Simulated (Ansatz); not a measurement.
In2Au: the change of pressure with volume per atom

Results calculated with Ansatz 0.2.0, not measured. Periodic Kohn-Sham DFT of a crystal at fixed atoms; pressure and stress are positive in compression; the energy is the free energy less that of spherical unpolarised free atoms; site moments are those in the method's own spheres, positive along +z.

Cell of the first row (space group Fm-3m, No. 225):
```
cell vectors (Å)
   0.0000     3.1846     3.1846
   3.1846     0.0000     3.1846
   3.1846     3.1846     0.0000
atoms (fractions of the cell vectors)
In  0.25000  0.25000  0.25000
In  0.75000  0.75000  0.75000
Au  0.00000  0.00000  0.00000
```

Settings of every row: method frozen-core PAW; functional LDA; relativity scalar; k mesh 10x10x10; filling fermi-dirac; smearing width 0.05 eV; wave cutoff 420 eV; paw set soft_2.

Atom start moment: 0 on all atoms.

Limits: PAW files made with PBE; no spin-orbit coupling on heavy atoms.

| row | volume per atom (Å³) | pressure (GPa) |
| --- | --- | --- |
| 1 | 21.532 | 3.865 |
| 2 | 21.99 | 1.861 |
| 3 | 22.448 | 0.133 |
| 4 | 22.677 | -0.631 |
| 5 | 22.907 | -1.337 |
| 6 | 23.136 | -1.994 |
| 7 | 23.365 | -2.613 |
| 8 | 23.823 | ? |
| 9 | 24.281 | -4.743 |

Question: what pressure should row 8 give?

Worked fit of pressure. Take u = (V_r/V)^(2/3) − 1 with V_r = 22.792 Å³ an atom, which is twice the finite (Eulerian) strain; such expansions in the strain, on which the Birch-Murnaghan equation of state is built, carry the rest volume and the bulk modulus. The shown rows have u = 0.03864, 0.02417, 0.01019, 0.00338, -0.00335, -0.00994, -0.01642, -0.04131. Least squares give pressure = −0.9879 + 105.763 × u + 440.12 × u² + 1935 × u³ GPa; a parabola predicts inner rows, each left out in turn, worse (root mean square 0.031 against 0.008 GPa). The rows lie off it by -0.003, 0.008, -0.005, -0.006, 0.000, 0.004, 0.001, -0.001 (root mean square 0.0044 GPa). The pressure vanishes at u = 0.0090, or V = 22.49 Å³ an atom, and there the bulk modulus at fixed shape and fractions is B = −V dP/dV = (2/3)(1 + u) dP/du = 76.8 GPa. The withheld row has u = -0.02906, so the fit gives −0.9879 + 105.763 × (-0.02906) + 440.12 × (-0.02906)² + 1935 × (-0.02906)³ = -3.737 GPa.

The calculation gave -3.752 GPa. The fit lies 0.015 GPa (0.17 % of the column's range) above it; its largest miss of a shown row is 0.008 GPa.
